\paragraph{Note 1. Premises and signs.}
A pinned photodiode is an n region of silicon enclosed by p material that is tied to ground on every side. The n region has no contact of its own and exchanges electrons only through a transfer gate, through its junctions and with the light. In the planar form a p$^+$ surface layer (acceptor density $N_{a1}$) lies on an n layer (donor density $N_d$, thickness $d$, area $A$), which lies on a p substrate ($N_{a2}$). The premises are: (i) abrupt, uniform, fully ionised doping; (ii) Boltzmann statistics; (iii) a hole quasi-Fermi potential equal to zero everywhere, since all p regions are grounded and carry negligible current; (iv) an electron quasi-Fermi potential $V$ that is uniform over the n region and its depletion layers; (v) sharp depletion edges, lifted in Note 6; (vi) one dimension, lifted in Note 7. With $q>0$ the elementary charge, $\varepsilon$ the permittivity, $n_i$ the intrinsic density, $V_T=k_BT/q$, and the electrostatic potential $\psi$ counted from the intrinsic level,
\begin{equation}
n=n_i e^{(\psi-V)/V_T},\qquad p=n_i e^{-\psi/V_T}. \tag{1}
\end{equation}
$V>0$ is reverse bias, and removing electrons raises $V$. The word pinned carries two meanings. The p$^+$ layer holds the oxide interface full of holes at a fixed potential, which suppresses generation at interface states. The potential maximum inside the n layer also stops rising once the layer is empty, and that second fact defines the pinning voltage.

\paragraph{Note 2. Why there are two built-in voltages and only one $V$.}
Setting $n=N_d$ in (1) gives $\psi=V+V_T\ln(N_d/n_i)$ in the neutral n core, and setting $p=N_{ai}$ gives $\psi=-V_T\ln(N_{ai}/n_i)$ in neutral p region $i$. The drop across junction $i$ is the difference,
\begin{equation}
V+V_{bi},\qquad V_{bi}=V_T\ln\frac{N_{ai}N_d}{n_i^2}. \tag{2}
\end{equation}
Both p regions share one Fermi level, yet their electrostatic potentials differ by $\Delta=V_{b1}-V_{b2}=V_T\ln(N_{a1}/N_{a2})$. The two junctions are in parallel: the same $V$ enters both.

\paragraph{Note 3. The emptying condition.}
Let junction $i$ deplete a depth $x_i$ of the n layer and a depth $y_i$ of the p side. The field vanishes in neutral material on both sides, so Gauss's law requires zero net charge, $N_dx_i=N_{ai}y_i$. Poisson's equation $\varepsilon\psi''=-\rho$ makes the field magnitude grow linearly from each edge, as $qN_ds/\varepsilon$ at distance $s$ from the n edge and $qN_{ai}s/\varepsilon$ from the p edge. Integrating both ramps,
\begin{equation}
V+V_{bi}=\frac{qN_dx_i^2}{2\varepsilon}+\frac{qN_{ai}y_i^2}{2\varepsilon}=\frac{qN_dx_i^2}{2\varepsilon}\,\frac{N_{ai}+N_d}{N_{ai}}. \tag{3}
\end{equation}
Only $x_i$, the part on the n side, consumes the layer. While a neutral core survives, it is field free and screens one junction from the other, so (3) holds for each separately. The core has thickness $d-x_1-x_2$, which falls monotonically with $V$ and vanishes at one voltage. For $N_{a1}\gg N_d$ the last factor in (3) tends to one at the upper junction, at the cost of a relative change $N_d/2N_{a1}$ in $x_1$. Writing $N_a$ for $N_{a2}$, the pinning voltage solves
\begin{equation}
d=\sqrt{\frac{2\varepsilon(V_{\rm pin}+V_{b1})}{qN_d}}+\sqrt{\frac{2\varepsilon N_a(V_{\rm pin}+V_{b2})}{qN_d(N_a+N_d)}}. \tag{4}
\end{equation}
For $V>V_{\rm pin}$ the space charge in the n layer is $qN_d$ throughout and the potentials of the two neutral p regions are fixed. Neither the source nor the boundary values of Poisson's equation contain $V$ any longer, so $\psi(x)$ freezes, with its maximum $V_{\rm pin}+V_T\ln(N_d/n_i)$ at depth $x_1(V_{\rm pin})$. Every exposure therefore starts from the same potential, whatever voltage the read-out node applied, provided the layer was emptied.

\paragraph{Note 4. Equation (4) has a closed solution.}
Put $a^2=2\varepsilon/qN_d$, $b^2=a^2N_a/(N_a+N_d)<a^2$ and $s=\sqrt{V_{\rm pin}+V_{b2}}$. Then (4) reads $a\sqrt{s^2+\Delta}=d-bs$, and squaring gives $(a^2-b^2)s^2+2bd\,s+a^2\Delta-d^2=0$. A quarter of the discriminant is $a^2[d^2-(a^2-b^2)\Delta]$. For $d^2>a^2\Delta$ the product of the roots is negative, so exactly one root is positive. After rationalising its numerator,
\begin{equation}
V_{\rm pin}=s^2-V_{b2},\qquad s=\frac{d^2-a^2\Delta}{bd+a\sqrt{d^2-(a^2-b^2)\Delta}}. \tag{5}
\end{equation}
Squaring has admitted no false root, because $d-bs=a\,[ad-b\sqrt{d^2-(a^2-b^2)\Delta}\,]/(a^2-b^2)$ is positive for $b<a$ and $\Delta>0$. A layer with $d<a\sqrt{V_{b1}}+b\sqrt{V_{b2}}$ has $V_{\rm pin}<0$ and is already empty in equilibrium. For two equal junctions with acceptor density $N_a$, (3) with $x_i=d/2$ gives
\begin{equation}
V_{\rm pin}+V_b=\frac{qN_dd^2}{8\varepsilon}(1+\kappa),\qquad \kappa=\frac{N_d}{N_a}. \tag{6}
\end{equation}
The quantity that scales as $N_dd^2$ is $V_{\rm pin}+V_b$, so a relative change of dose or thickness is magnified in $V_{\rm pin}$ by the factor $(V_{\rm pin}+V_b)/V_{\rm pin}$.

\paragraph{Note 5. Stored charge and the meaning of $C(V)$.}
The electrons reside in the neutral core at density $N_d$, so the magnitude of their charge is $Q(V)=qN_dA\,[d-x_1(V)-x_2(V)]$. From (3), $dx_i/dV=x_i/[2(V+V_{bi})]$, and eliminating $V+V_{bi}$ with (3) once more,
\begin{equation}
C(V)\equiv-\frac{dQ}{dV}=\varepsilon A\left(\frac1{W_1}+\frac1{W_2}\right),\qquad W_i=x_i+y_i=x_i\left(1+\frac{N_d}{N_{ai}}\right). \tag{7}
\end{equation}
The capacitance contains the full widths $W_i$, although (4) contains only the $x_i$: an increment of charge appears at the two outer edges of each depletion layer, a distance $W_i$ apart. Since $Q(V_{\rm pin})=0$, integration of (7) from the filled level $V_{\rm fw}$ returns the full well in electrons,
\begin{equation}
qN_{\rm fw}=\int_{V_{\rm fw}}^{V_{\rm pin}}C(V)\,dV=\sum_{i=1,2}\frac{2\varepsilon A\,(V_{\rm pin}-V_{\rm fw})}{W_i(V_{\rm pin})+W_i(V_{\rm fw})}. \tag{8}
\end{equation}
The second form follows from $x_i(V_{\rm pin})-x_i(V_{\rm fw})=[x_i^2(V_{\rm pin})-x_i^2(V_{\rm fw})]/[x_i(V_{\rm pin})+x_i(V_{\rm fw})]$, with the squares linear in $V$ by (3). The constant capacitance that reproduces the charge of each junction is thus the harmonic mean of its two end values. In this approximation $C$ drops from a finite value to zero at $V_{\rm pin}$.

\paragraph{Note 6. What the sharp edges hide.}
Keep the carriers of (1) in Poisson's equation for one junction, with drops $\psi_n$ and $\psi_p$ on the two sides, field $E_j$ and hole density $p_j=N_ae^{-\psi_p/V_T}$ at the metallurgical plane. Multiply $\varepsilon\psi''=-q(N_d-n+p)$ by $\psi'$ and integrate from that plane to the neutral core, using $\int n\,d\psi=V_TN_d$ for $\psi_n\gg V_T$ and $\int p\,d\psi=V_Tp_j$. The same step on the p side, where electrons are negligible, gives
\begin{equation}
\frac{\varepsilon E_j^2}{2q}=N_d(\psi_n-V_T)+V_Tp_j=N_a(\psi_p-V_T)+V_Tp_j. \tag{9}
\end{equation}
With $\psi_n+\psi_p=V+V_b$ this yields $\psi_n-V_T=(V+V_b-2V_T)/(1+\kappa)$. If the spilled holes are negligible, $V_Tp_j\ll N_d(\psi_n-V_T)$, the electron deficit per area is $\varepsilon E_j/q$, which equals $N_dx$ of (3) with $V_b$ replaced by $V_b-2V_T$. A well with a thick core therefore holds about $2V_TC/q$ more electrons than (8) states. At a very heavily doped p$^+$ layer the spilled holes add a further shift of the order of $V_T$.

The approach to emptiness is exponential. In the nearly empty layer $\psi=\psi_{\max}-qN_dx^2/2\varepsilon$ about the maximum. Define $V^*=\psi_{\max}-V_T\ln(N_d/n_i)$ and the Debye length $L_D=\sqrt{\varepsilon V_T/qN_d}$. Then (1) gives $n=N_de^{-(V-V^*)/V_T}e^{-x^2/2L_D^2}$ and
\begin{equation}
N_{\rm res}=\sqrt{2\pi}\,L_DAN_d\,e^{-(V-V^*)/V_T},\qquad V-V^*\gg V_T, \tag{10}
\end{equation}
where the inequality lets the charge of the remaining electrons be ignored. By the p-side form of (9), $\psi_p$ exceeds its sharp-edge value $\varepsilon E_j^2/2qN_a$ by nearly $V_T$, so $V^*\approx V_{\rm pin}+V_T$. The root of (4), the frozen maximum $V^*$, the extrapolated zero $V_{\rm pin}+2V_T$ of the stored charge and the level at which less than one electron remains are four different voltages, several $V_T$ apart at the extremes. A quoted pinning voltage needs its definition.

\paragraph{Note 7. In a deep narrow diode the stack lies on its side.}
A small pixel gains volume by depth. The n region becomes a column of depth $L$, surrounded by the p-doped walls of the isolation trenches, and it empties across its smallest dimension. For heavily doped walls at one potential, $V_{\rm pin}+V_b$ is the maximum of the solution of $\varepsilon\nabla^2\phi=-qN_d$ with $\phi=0$ on the boundary. If one body lies inside another, the difference of the two solutions is harmonic in the smaller body and non-negative on its boundary, hence non-negative inside. Every slab that encloses the column therefore gives, through (6), an upper bound and no more.

A round column of radius $R\ll L$ can be solved completely. Let the neutral core have radius $r_0$ and the depleted shell in the wall reach $R_p$. Gauss's law on a coaxial cylinder gives $E=qN_d(r^2-r_0^2)/2\varepsilon r$ for $r_0<r<R$ and $E=qN_a(R_p^2-r^2)/2\varepsilon r$ for $R<r<R_p$, with $N_a(R_p^2-R^2)=N_d(R^2-r_0^2)$ from continuity at $R$. The two integrals are
\begin{equation*}
\frac{qN_d}{4\varepsilon}\left[R^2-r_0^2-r_0^2\ln\frac{R^2}{r_0^2}\right],\qquad\frac{qN_a}{4\varepsilon}\left[R_p^2\ln\frac{R_p^2}{R^2}-(R_p^2-R^2)\right],
\end{equation*}
and the terms without logarithms cancel in the sum by neutrality. With $u=r_0^2/R^2$, $\sigma=R_p^2/R^2=1+\kappa(1-u)$ and $U_0=qN_dR^2/4\varepsilon$,
\begin{equation}
V+V_b=U_0\left[\frac{\sigma\ln\sigma}{\kappa}+u\ln u\right],\qquad N=\pi R^2LN_d\,u. \tag{11}
\end{equation}
The core vanishes at $u=0$:
\begin{equation}
V_{\rm pin}+V_b=U_0\,\frac{(1+\kappa)\ln(1+\kappa)}{\kappa}. \tag{12}
\end{equation}
For $\kappa\to0$ this is $U_0$, half the slab value (6) at $d=2R$. Since $d\sigma/du=-\kappa$, one has $dV/du=U_0[-\ln\sigma-1+\ln u+1]=-U_0\ln(\sigma/u)$, and
\begin{equation}
C=-q\,\frac{dN/du}{dV/du}=\frac{4\pi\varepsilon L}{\ln(\sigma/u)}=\frac{2\pi\varepsilon L}{\ln(R_p/r_0)}, \tag{13}
\end{equation}
the coaxial capacitor between the two depletion edges. The first equality of (8) holds unchanged, and its value is $qN$ of (11) at $V_{\rm fw}$. Here $C$ goes to zero continuously, as an inverse logarithm. In the empty column $\psi=\psi_{\max}-qN_dr^2/4\varepsilon$, and the counterpart of (10) is
\begin{equation}
N_{\rm res}=LN_d\,e^{-(V-V^*)/V_T}\int_0^\infty 2\pi r\,e^{-r^2/4L_D^2}dr=\frac{4\pi\varepsilon V_TL}{q}\,e^{-(V-V^*)/V_T}, \tag{14}
\end{equation}
whose prefactor is free of the doping. For a square section of side $w$ with $\kappa\to0$, start from the slab parabola $x(w-x)/2=(4w^2/\pi^3)\sum_k\sin[(2k+1)\pi x/w]/(2k+1)^3$ and subtract from each term the harmonic function, a hyperbolic cosine in the second coordinate, that cancels it on the other two walls. At the centre
\begin{equation}
\frac{\varepsilon(V_{\rm pin}+V_b)}{qN_dw^2}=\frac18-\frac4{\pi^3}\sum_{k=0}^\infty\frac{(-1)^k}{(2k+1)^3\cosh[(2k+1)\pi/2]}=0.0737, \tag{15}
\end{equation}
against $1/4\pi=0.0796$ for the circle of equal area, which is a reduction by 7 per cent.

\paragraph{Note 8. The filled level is a current balance.}
Electrostatics fixes the upper limit of the integral in (8) and leaves the lower one open. The well is full when electrons leave as fast as they arrive. Let $I_{\rm ph}>0$ be the collected photocurrent, taken independent of $V$. Two exits exist. At the p-side depletion edge (1) gives $n=(n_i^2/N_a)e^{-V/V_T}$, and in low injection the excess over equilibrium obeys a linear transport and recombination problem, so the junction loses $I_s(e^{-V/V_T}-1)$, and the photocurrent superposes on it. The second exit is a barrier under the closed transfer gate or towards an anti-blooming drain at voltage $V_D$. Its current is proportional to the density at the barrier top, $n_ie^{(\psi_B-V)/V_T}$, and the return flow is smaller by $e^{-(V_D-V)/V_T}$ and is dropped. The barrier is coupled capacitively to the well, $\psi_B=\psi_{B0}+\eta V$ with $0\le\eta<1$ in a linear approximation, so the overflow is $I_0e^{-V/mV_T}$ with $m=1/(1-\eta)$ and $I_0$ the overflow current at $V=0$. As $dQ/dt=-C\,dV/dt$,
\begin{equation}
-C\frac{dV}{dt}=I_{\rm ph}-I_s\left(e^{-V/V_T}-1\right)-I_0e^{-V/mV_T}. \tag{16}
\end{equation}
With no overflow path the steady state is the open-circuit voltage of a solar cell,
\begin{equation}
V_{\rm fw}=-V_T\ln\left(1+\frac{I_{\rm ph}}{I_s}\right), \tag{17}
\end{equation}
which is zero in the dark, where the well holds its equilibrium charge, and forward bias under light. The one inside the logarithm may be dropped only for $I_{\rm ph}\gg I_s$. If the barrier carries the loss and $I_{\rm ph}\gg I_s$,
\begin{equation}
V_{\rm fw}=-mV_T\ln\frac{I_{\rm ph}}{I_0}, \tag{18}
\end{equation}
which is positive for $I_{\rm ph}<I_0$. In both cases more light lowers $V_{\rm fw}$ and enlarges the well. Differentiating (8) with respect to its lower limit, (18) gives $dN_{\rm fw}/d\ln I_{\rm ph}=mV_TC(V_{\rm fw})/q$. Linearising (16) about (18) gives the settling time $\tau=mV_TC/I_{\rm ph}$. When the light stops, (16) with $C$ constant and $I_s$ dropped separates, $e^{V/mV_T}dV=(I_0/C)\,dt$, and integrates to
\begin{equation}
V(t)=V_{\rm fw}+mV_T\ln(1+t/\tau). \tag{19}
\end{equation}
A well limited by overflow thus depends on the delay before read-out as well as on the flux, logarithmically in each.

\paragraph{Note 9. Range of validity.}
Equations (4) to (8) need lateral dimensions large against $d$, and (11) to (13) need $L\gg R$. In the empty column the influence of a grounded end decays as $e^{-j_1z/R}$, where $j_1=2.405$ is the first zero of $J_0$, this being the slowest axisymmetric harmonic function that vanishes on the wall. The ends therefore hardly affect $V_{\rm pin}$, but they shorten the neutral core by at least about the planar depth $x$ of (3) each. All charge formulas need a core thick against $L_D$ and $V+V_b\gg2V_T$, and they degrade under forward bias. The p layers must be thicker than their depleted part, or the pinning of the interface is lost. Near and above $10^{24}\,\mathrm{m^{-3}}$, band-gap narrowing and degeneracy shift $V_b$ by typically some tens of millivolts, and $V_{\rm pin}$ by the same amount in the opposite direction. The peak field must stay below avalanche and tunnelling values, typically several $10^{7}\,\mathrm{V/m}$ in silicon at moderate doping. Implanted profiles are graded, usually on purpose so that the potential rises towards the gate. If $N_d$ and $R$ vary slowly on the scale $R$, (11) and (12) hold slice by slice, deep slices with a low local $V_{\rm pin}$ fill last, and $N$ is summed over slices at a common $V$. Equation (17) assumes the ideal junction law, and recombination inside the depletion layer adds a term varying roughly as $e^{-V/2V_T}$ that lowers the forward bias reached. Finally, (8) counts stored charge. It equals the signal only if the gate channel and the read-out node stay above the level at which (14) falls below one electron.

\paragraph{Note 10. A deep column in a $1.1\,\mu$m pixel.}
The inputs are illustrative. Take $T=300$ K, and for silicon the typical values $\varepsilon=11.7\,\varepsilon_0$ and $n_i=1.0\times10^{16}\,\mathrm{m^{-3}}$. Assume $R=0.35\,\mu$m, p walls $0.10\,\mu$m thick with $N_a=1.0\times10^{24}\,\mathrm{m^{-3}}$ and a trench $0.20\,\mu$m wide, which add up to a pitch of $1.10\,\mu$m, with $L=2.5\,\mu$m and $N_d=4.5\times10^{22}\,\mathrm{m^{-3}}$. Intermediate values are carried unrounded. Then $V_T=25.85$ mV, $\kappa=0.045$, $V_b=0.872$ V, $U_0=2.131$ V, $L_D=19$ nm, and the column contains $4.33\times10^4$ donors.

Read along the depth, with the wall doping at both ends, (6) with $d=L$ gives 56 V at a peak field $qN_dL/2\varepsilon=8.7\times10^7$ V/m, a bound of no practical use. Read across the diameter, (6) with $d=2R$ gives 3.58 V. Equation (12), whose last factor is 1.022, gives the model's $V_{\rm pin}=1.31$ V, with a wall field $qN_dR/2\varepsilon=1.2\times10^7$ V/m and 8 nm of the wall depleted. The end effect at mid-depth is of relative order $e^{-j_1L/2R}=2\times10^{-4}$. A square section of equal area would lie about 0.16 V lower by (15), so the shape limits the result to two figures. The prefactor in (14) is 525, and the last electron leaves at $V-V^*=0.16$ V.

For the filled level assume $I_s=10^{-19}$ A, $m=1.3$ and $I_0=10^{-8}$ A. Solving (11) for $u$ and using (13):
\begin{equation*}
\begin{array}{lcccc}
\text{case}&V_{\rm fw}/\mathrm{V}&u&C/\mathrm{fF}&N_{\rm fw}/10^3\\
\text{no overflow, }10^{-13}\,\mathrm{A}&-0.357&0.400&3.45&17\\
\text{no overflow, dark}&0&0.255&2.32&11\\
\text{overflow, }10^{-12}\,\mathrm{A}&0.310&0.164&1.77&7.1\\
\text{overflow, }10^{-13}\,\mathrm{A}&0.387&0.145&1.65&6.3
\end{array}
\end{equation*}
The product $C(0)V_{\rm pin}/q$ would give $19\times10^3$ in place of $11\times10^3$, which shows that the integral in (8) cannot be skipped. In the last row the photocurrent fills the well in about 10 ms, a decade of light moves the level by 77 mV and the well by $8.0\times10^2$ electrons or 13 per cent, $\tau=0.56$ ms, and a dark hold of 10 ms raises $V$ by 0.10 V according to (19).

A shallow stack of the same area $\pi R^2$ shows what the depth buys. Assume $N_{a1}=10^{25}$, $N_d=2\times10^{23}$, $N_a=10^{22}\,\mathrm{m^{-3}}$ and $d=0.15\,\mu$m. Then $V_{b1}=0.970$ V, $V_{b2}=0.792$ V, (5) gives $V_{\rm pin}=1.41$ V, and (8) with $V_{\rm fw}=0$ gives $4.2\times10^3$ electrons before edge losses. At a similar pinning voltage the column holds 2.6 times as many in equilibrium, because its junction area is the side wall.

Two neglected terms are as large as the light shift in the last row. The carrier tails of Note 6, applicable since $r_0=0.133\,\mu$m is large against $L_D$ and the spilled-hole term in (9) is 2 per cent of the donor term, act as $2V_T=52$ mV and add $5.3\times10^2$ electrons, or 8.5 per cent. The two ends, with $x=0.19\,\mu$m each, remove at least 15 per cent. Together they leave the model's well at about $5.8\times10^3$ electrons or somewhat less. Pixels of this pitch typically hold roughly $5\times10^3$ to $10^4$ electrons at pinning voltages of roughly 1 to 1.5 V. The values of $N_d$ and $I_0$ were chosen to place the model in these ranges, so its numbers illustrate the formulas and do not test them.